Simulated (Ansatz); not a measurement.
The calculation used Ansatz, DFT PBE, scalar-relativistic, plane waves, PAW. Cutoff 420 eV, Γ-centred meshes of about 0.25 Å⁻¹ or finer for metals and 0.3 Å⁻¹ for insulators (2π included), Gaussian smearing. No spin polarisation.

Relaxed forms of Si4BN3:

Cell 1.

```cif
data_structure
_symmetry_space_group_name_H-M 'Pmn2_1'
_symmetry_Int_Tables_number 31
_cell_length_a 5.8735
_cell_length_b 7.2157
_cell_length_c 5.0568
_cell_angle_alpha 90.000
_cell_angle_beta 90.000
_cell_angle_gamma 90.000
_cell_volume 214.31
loop_
_atom_site_label
_atom_site_type_symbol
_atom_site_symmetry_multiplicity
_atom_site_Wyckoff_symbol
_atom_site_fract_x
_atom_site_fract_y
_atom_site_fract_z
_atom_site_occupancy
Si1 Si 2 a 0.00000 0.09116 0.87575 1
Si2 Si 2 a 0.00000 0.85438 0.39109 1
Si3 Si 4 b 0.70372 0.73302 0.85557 1
B1 B 2 a 0.00000 0.81875 0.00501 1
N1 N 2 a 0.50000 0.90585 0.01154 1
N2 N 4 b 0.26843 0.78601 0.51273 1
```

Cell 2.

```cif
data_structure
_symmetry_space_group_name_H-M 'P1'
_symmetry_Int_Tables_number 1
_cell_length_a 2.7457
_cell_length_b 2.7458
_cell_length_c 16.8810
_cell_angle_alpha 89.448
_cell_angle_beta 89.131
_cell_angle_gamma 60.008
_cell_volume 110.21
loop_
_atom_site_label
_atom_site_type_symbol
_atom_site_symmetry_multiplicity
_atom_site_Wyckoff_symbol
_atom_site_fract_x
_atom_site_fract_y
_atom_site_fract_z
_atom_site_occupancy
Si1 Si 1 a 0.51730 0.53123 0.48416 1
Si2 Si 1 a 0.52920 0.53380 0.34209 1
Si3 Si 1 a 0.55365 0.53850 0.05376 1
Si4 Si 1 a 0.54171 0.53588 0.19583 1
B1 B 1 a 0.89358 0.89533 0.77211 1
N1 N 1 a 0.56021 0.56221 0.77211 1
N2 N 1 a 0.18075 0.19719 0.52173 1
N3 N 1 a 0.89027 0.87253 0.01621 1
```

Q: Order them by Kohn–Sham gap, widest first, and say which is lowest in energy.

A: Gaps on the mesh: 0.85 eV for cell 1, none for cell 2. Lowest in energy is cell 2; cell 1 lies 68 meV/atom higher. The widest gap doesn't belong to the lowest form. Counting N atoms around B and Si (those within 1.25 times the shortest such distance or 1.15 times the sum of covalent radii, 1.27 where that leaves under three; the shortest distance is added where it exceeds 1.18 times the sum of covalent radii; a slash parts the counts of unlike sites): cell 1 (Pmn2_1, 13.4 Å³/atom) has Si 2/3, B 10 from 3.0 Å and Si–Si pairs (shortest 2.39 Å); cell 2 (P1, 13.8 Å³/atom) has Si 3/3 from 3.4 Å, B 3 and Si–Si units of three or more atoms (shortest 2.40 Å).

Gaps are read on each cell's k mesh and can be smaller between its points; Kohn–Sham gaps at this level usually fall short of measured ones, and a small gap can close altogether. Weakly bound directions are ill-defined at this level, which has no dispersion term (Pmn2_1, P1), and this can change margins and order among such cells. With atoms moved at random, cell 1 and cell 2 came back. Some types were kept out of the candidates beforehand, so the set may lack a known form.

The energy order follows boron's bonding partners more than the gap. In cell 2, B and N form a separate graphitic sheet, leaving a silicon slab capped by N on both faces. In cell 1, B has only Si neighbours, in a tetrahedral arrangement, so the strong, polar B–N bond is lost. That loss probably outweighs the strain in cell 2, where the shared in-plane lattice stretches the BN sheet well beyond its usual size.

The gap follows the silicon network. In cell 1, tetrahedral Si, one Si–Si pair per formula unit and lone pairs on the three-coordinate N account for all valence electrons, which favours a semiconductor. In cell 2 the Si layers sit directly atop one another, as in the simple hexagonal high-pressure metal, and this suggests delocalised Si states as the reason for the missing gap, rather than anything in the BN sheet.

Cell 2 thus looks like a step towards phase separation, and its lead over cell 1 doesn't show stability against a mixture of boron nitride, silicon nitride and silicon.
